Cobalt holds a full layer of adsorbates in this problem, with one atom or CH group for every cobalt atom of the top plane. The adsorption energy compares the covered slab with the clean slab plus the free atom or free CH, and a more negative value means stronger binding. The start site says where the adsorbate was placed before it relaxed. A positive dipole change points out of the surface.

Adsorbates on the top face of a three-plane hcp Co(001) slab, one per 1×1 surface cell (5.226 Å²), relaxed with the bottom plane held. Ansatz 0.2.0, plane-wave PAW, scalar-relativistic, spin-polarised PBEsol, 420 eV cutoff, 12×12×1 k mesh. Adsorption energies are relative to the clean slab and the free spin-polarised adsorbate, and dipoles are positive out of the top face.

| adsorbate | start site | start site atoms | adsorption energy (eV) | work function change (eV) | dipole change (e Å) | shortest contact length (Å) | cell moment (μB) |
| --- | --- | --- | --- | --- | --- | --- | --- |
| C | bridge | Co-Co | -6.100 | 0.524 | -0.01200 | 1.775 | 3.78 |
| C | top | Co | -4.983 | 1.807 | -0.05100 | 1.645 | 3.96 |
| CH | bridge | Co-Co | -6.673 | -2.064 | 0.06400 | 1.829 | 3.80 |
| CH | hollow | Co-Co-Co | -6.629 | -2.086 | 0.06400 | 1.830 | 3.78 |
| CH | top | Co | -4.592 | -2.994 | 0.09000 | 1.683 | 3.45 |
| H | bridge | Co-Co | -3.020 | -0.212 | 0.00500 | 1.684 | 4.42 |
| H | hollow | Co-Co-Co | -3.026 | -0.235 | 0.00600 | 1.682 | 4.42 |
| H | top | Co | -2.178 | 0.336 | -0.01100 | 1.477 | 4.14 |
| N | bridge | Co-Co | -4.837 | 2.103 | -0.05700 | 1.777 | 3.83 |
| N | hollow | Co-Co-Co | -4.820 | 2.058 | -0.05600 | 1.773 | 3.86 |
| O | bridge | Co-Co | -5.312 | 1.465 | -0.03800 | 1.763 | 3.63 |
| O | hollow | Co-Co-Co | -5.321 | 1.569 | -0.04200 | 1.762 | 3.52 |

**(a) Hydrogen touches cobalt most closely on top of an atom. Does it also bind most strongly there?**

*Solution.* No. The hollow wins by 0.85 eV, although its contacts are 1.68 Å long against 1.48 Å on top. On top, hydrogen puts its whole bonding capacity into one short bond. In the hollow it shares that capacity among three cobalt atoms, so each contact is weaker and longer, but the sum is larger: about 1.0 eV per contact on average, three times over, against a single 2.2 eV.

CH loses more when it is moved from hollow to top, about 2.0 eV. Its carbon has three valences left, which suit three cobalt neighbours, while on top they must all point at one atom. Counting valences would make bare carbon lose still more, yet it loses only 1.1 eV relative to its bridge start. That start ended in a hollow, the one without a cobalt atom directly below, so the 1.1 eV is a true difference between hollow and top. Counting valences therefore fails for carbon, and it can't be relied on as the full reason for CH's large loss either. The top rows kept their symmetry during relaxation, so they may be hilltops from which the adsorbate would slide into a hollow, and not resting places.

**(b) Nitrogen started at a bridge comes out 17 meV lower than nitrogen started in a hollow. Is the bridge its best site?**

*Solution.* The row doesn't describe a bridge. Nitrogen relaxed to a position with threefold symmetry, which a bridge between two atoms doesn't have. A close-packed face has two kinds of hollow, one with a cobalt atom directly below in the second plane and one without. The two nitrogen runs have probably ended in one of each, since the same hollow in the same magnetic state would give the same energy. Which run found which hollow can't be told without the final coordinates.

For hydrogen and oxygen the two starts differ by less than 10 meV. Zero-point motion is left out, and for an atom as light as hydrogen it can outweigh such a gap. For oxygen, the magnetic state is a further uncertainty. The runs searched only lightly for lower states, and the data makers' tests on other systems suggest that another magnetic order may lie lower, which could change the energies by as much. The oxygen runs themselves gave no such warning. Both orders are therefore open, whereas hydrogen's preference for the hollow over the top site is far too large to be in doubt for this layer.

**(c) Nitrogen gains 4.8 eV on the surface. Does N₂ therefore fall apart there with a large release of energy?**

*Solution.* The table starts from free atoms, and a process starts from molecules. Making one free nitrogen atom costs half the N₂ bond, roughly 5 eV (a recalled value). This cancels the gain almost completely, so a full nitrogen layer made from N₂ would be near break-even, with a sign that the table can't decide. PBEsol also tends to bind atoms to metals too strongly, so the true balance is probably less favourable than this one. The PAW datasets, moreover, were made for PBE and not for PBEsol, which adds an error of unknown size.

Oxygen gains 5.3 eV, only a little more than nitrogen, but half the O₂ bond costs roughly 2.6 eV (again recalled). Most of the difference between a nitrided and an oxidised surface thus comes from the molecule that is broken, and much less from the bond to cobalt.

**(d) How does the dipole of the nitrogen layer raise the work function, and what would remain at a quarter of the coverage?**

*Solution.* An electron that leaves the metal must cross the layer. If the layer's negative side faces outward, the electron is pushed back and leaving costs more. Many small dipoles side by side act like a charged double sheet, so the potential step depends on the dipole $\mu$ per surface area $A$:

$$\Delta\phi=-\frac{4\pi e^2\mu}{A}$$

Here $e^2$ is 14.4 eV Å when $\mu$ is given in e Å. For nitrogen started in the hollow,

$$\Delta\phi=\frac{4\pi\times14.4\times0.056}{5.226}\ \text{eV}=1.94\ \text{eV}.$$

The table has 2.06 eV. This relation is Poisson's equation, which the calculation itself obeys, so the agreement doesn't test any idea about bonding. The remainder is the useful part. The dipole gives the step between the two faces of the slab, while the table compares the top face with its clean state. The two would agree if the bare bottom face stayed as it was, but in this run its work function rises by about 0.1 eV. Three planes are too few to shield one face from the other, so an error of about 0.1 eV from thickness alone should be expected in the larger work function changes. The output printed after the text gives the same comparison for every row. A further error may come from the vacuum side: for the clean slab and nine of the twelve covered ones, both nitrogen runs included, the program warns that the exchange–correlation potential is rough where the electron density is thin. How far this shifts the work functions isn't known.

At a quarter of the coverage, the same dipole would be spread over four times the area and give a step of about 0.5 eV. This is only a first guess. In a full layer each dipole sits in the opposing field of its neighbours, which by itself should make it grow when they move away. Nitrogen's bond and its height above the surface can change with coverage too, so it takes a calculation in a larger cell to tell on which side of the guess the step falls.

**(e) Carbon on top raises the work function. What happens when a hydrogen atom is added to it?**

*Solution.* The change turns from +1.8 to −3.0 eV, a swing of 4.8 eV. In both layers the carbon sits straight above a cobalt atom, and the carbon–cobalt distances differ by only 0.04 Å. The swing therefore comes from the added hydrogen and from what it does to the carbon and the cobalt beneath.

Chemistry suggests a reason. Bare carbon has electrons that reach out into the vacuum, with the negative side outward. Hydrogen ties them up in a C–H bond whose outer end is slightly positive, which reverses the double sheet. The effect is so large because every surface atom carries such a bond and all of them point the same way. CH lowers the work function from the other starts too, by about 2.1 eV.

**(f) Oxygen attracts electrons more strongly than nitrogen. Does it raise the work function more?**

*Solution.* It does the opposite: from the hollow starts, nitrogen raises the work function by 0.5 eV more than oxygen. A difference in height doesn't explain this, since both atoms sit about 1.05 Å above the top plane. The picture of a transferred charge multiplied by its height leaves out that the adsorbate's own electron cloud can shift, and the metal's too. The table gives only the total dipole, so the cause of this reversed order remains open.

Hydrogen shows the same weakness of the picture more plainly. It attracts electrons slightly more than cobalt does, which would suggest a higher work function at either site. On top the work function does rise, by 0.3 eV, but in the hollow it falls by 0.2 eV. In the hollow hydrogen lies only 0.9 Å above the plane, within the tail of electrons that the metal spills into the vacuum. A plausible reading is that it draws part of this tail inward, and so weakens the metal's own double sheet.

**(g) The nitrogen layer removes about a quarter of the slab's magnetic moment. Have electrons left the cobalt?**

*Solution.* The cell moment falls from 5.09 μB for the clean slab to 3.86 μB with nitrogen started in the hollow. Nearly all of the loss sits in one plane: the top cobalt atom drops from 1.77 to 0.42 μB, while the two planes below hardly change.

The count of 3d electrons shows what happened there. In a nitrogen run, the bottom cobalt atom has 4.8 spin-up and 3.0 spin-down 3d electrons, and the top one has 4.1 and 3.7. The total is 7.8 in both cases, so the 3d electrons have stayed and changed their spin. Some charge has left the 4s shell: the top atom has a few tenths of an electron less there than the bottom one. Both spins lose the same share, however, so this doesn't account for the lost moment. Theory explains this by the bond: mixing with nitrogen's 2p orbitals spreads the cobalt 3d levels over a wider range of energy, and keeping as many spins parallel as before then costs more than it gains.

The same reasoning suggests that a single-valence adsorbate should disturb the magnetism least. Hydrogen in the hollow indeed leaves 1.11 μB on the top cobalt atom, whereas oxygen leaves only about 0.2 μB. The number of valences doesn't order the others, though, since nitrogen with three leaves a larger moment than oxygen with two. The small moments with nitrogen and oxygen describe the state that was found, which need not be the ground state. These runs gave no warning of a lower magnetic order, but they searched only lightly for one, and the data makers' tests on other systems suggest that one may exist.

Numerical output:

```
Potential step and magnetic loss:
  row  step from dipole (eV)  remainder (eV)  top Co moment (muB)  loss on top Co (muB)  loss in cell (muB)
    C                 0.4155          0.1085                0.294                 1.473               1.312
    C                  1.766         0.04111                0.676                 1.091               1.132
   CH                 -2.216           0.152                0.504                 1.263               1.292
   CH                 -2.216            0.13                0.494                 1.273               1.312
   CH                 -3.116          0.1223                0.227                  1.54               1.642
    H                -0.1731        -0.03887                1.075                 0.692               0.672
    H                -0.2078        -0.02725                 1.11                 0.657               0.672
    H                 0.3809        -0.04488                0.949                 0.818               0.952
    N                  1.974          0.1294                0.411                 1.356               1.262
    N                  1.939           0.119                0.421                 1.346               1.232
    O                  1.316          0.1492                0.216                 1.551               1.462
    O                  1.454          0.1147                 0.18                 1.587               1.572
H, top less hollow, adsorption energy (eV): 0.848
C, top less bridge start, adsorption energy (eV): 1.117
CH, top less hollow, adsorption energy (eV): 2.037
H hollow, binding per contact, three contacts (eV): 1.009
CH hollow, binding per contact, three contacts (eV): 2.21
CH, hollow less bridge start (meV): 44
N, hollow less bridge start (meV): 17
O, hollow less bridge start (meV): -9
H, hollow less bridge start (meV): -6
Top site, work function change of CH less that of C (eV): -4.801
Hollow, work function change of N less that of O (eV): 0.489
Height of N over the top plane in the hollow (Å): 1.064
Height of O over the top plane in the hollow (Å): 1.046
Height of H over the top plane in the hollow (Å): 0.9042
N hollow, step at quarter coverage with unchanged dipole (eV): 0.4848
Largest size of the remainder in the work function change (eV): 0.152
```
